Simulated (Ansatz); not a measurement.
A ladder of methods for CH3F (fluoromethane)

CH3F has 5 atoms, charge 0, and is taken as a singlet. As SMILES, `CF`. The shape was relaxed beforehand at B3LYP/def2-SVP.

```xyz
5

C    -0.0402    0.0261    0.0062
F     1.1016   -0.7153   -0.1698
H    -0.9275   -0.6273   -0.0576
H    -0.1095    0.8027   -0.7752
H    -0.0242    0.5138    0.9963
```

Each level gives the dissociation energy of the H5–C1 bond into doublet H and doublet CH2F (shapes relaxed at B3LYP/def2-SVP, no zero-point term) (eV). The values are calculated.

```json
{"level": "SVWN5/def2-TZVPP", "kind": "LDA", "program": "Ansatz", "value (eV)": "4.99", "less CCSD(T)/def2-TZVPP": "+0.34"}
{"level": "BLYP/def2-TZVPP", "kind": "GGA", "program": "Ansatz", "value (eV)": "4.52", "less CCSD(T)/def2-TZVPP": "-0.13"}
{"level": "r2SCAN/def2-TZVPP", "kind": "meta-GGA", "program": "Ansatz", "value (eV)": "4.46", "less CCSD(T)/def2-TZVPP": "-0.19"}
{"level": "CAM-B3LYP/def2-TZVPP", "kind": "range-separated hybrid", "program": "Ansatz", "value (eV)": "4.61", "less CCSD(T)/def2-TZVPP": "-0.04"}
{"level": "B2PLYP/def2-TZVPP", "kind": "double hybrid", "program": "Ansatz", "value (eV)": "4.61", "less CCSD(T)/def2-TZVPP": "-0.04"}
{"level": "RPA@PBE/def2-TZVPP", "kind": "RPA", "program": "Ansatz", "value (eV)": "4.61", "less CCSD(T)/def2-TZVPP": "-0.04"}
{"level": "MP2/def2-TZVPP", "kind": "perturbation theory", "program": "Ansatz", "value (eV)": "4.62", "less CCSD(T)/def2-TZVPP": "-0.03"}
{"level": "CCSD(T)/def2-TZVPP", "kind": "coupled cluster or CI", "program": "Ansatz", "value (eV)": "4.65", "less CCSD(T)/def2-TZVPP": "0.00"}
```

Differences are taken from CCSD(T)/def2-TZVPP for orientation; it has basis-set and higher-order errors of its own. The values span 4.46 to 4.99 eV. Measured bond enthalpies also hold zero-point and thermal terms, a few tenths of an eV less.

Breaking the C–H bond in fluoromethane costs 4.65 eV at the coupled-cluster level, and the range-separated hybrid, double hybrid, RPA and MP2 all fall within 0.04 eV of that. LDA stands apart by overbinding, probably because a uniform-gas description penalises the strongly inhomogeneous density of the free hydrogen atom more than that of the intact molecule. BLYP and r2SCAN err the other way, and the meta-GGA lies further from the reference than the GGA, so accuracy does not improve steadily up the ladder.

Chemically, the process uncouples one localised σ pair and leaves a carbon-centred radical, in which a fluorine lone pair can donate into the singly occupied orbital while fluorine withdraws density through the σ framework. The close agreement of MP2 with CCSD(T) suggests that higher-order correlation largely cancels in this energy difference, not that it is small in each species. Without the corresponding value for methane, the net effect of fluorine on the C–H bond strength remains undetermined.
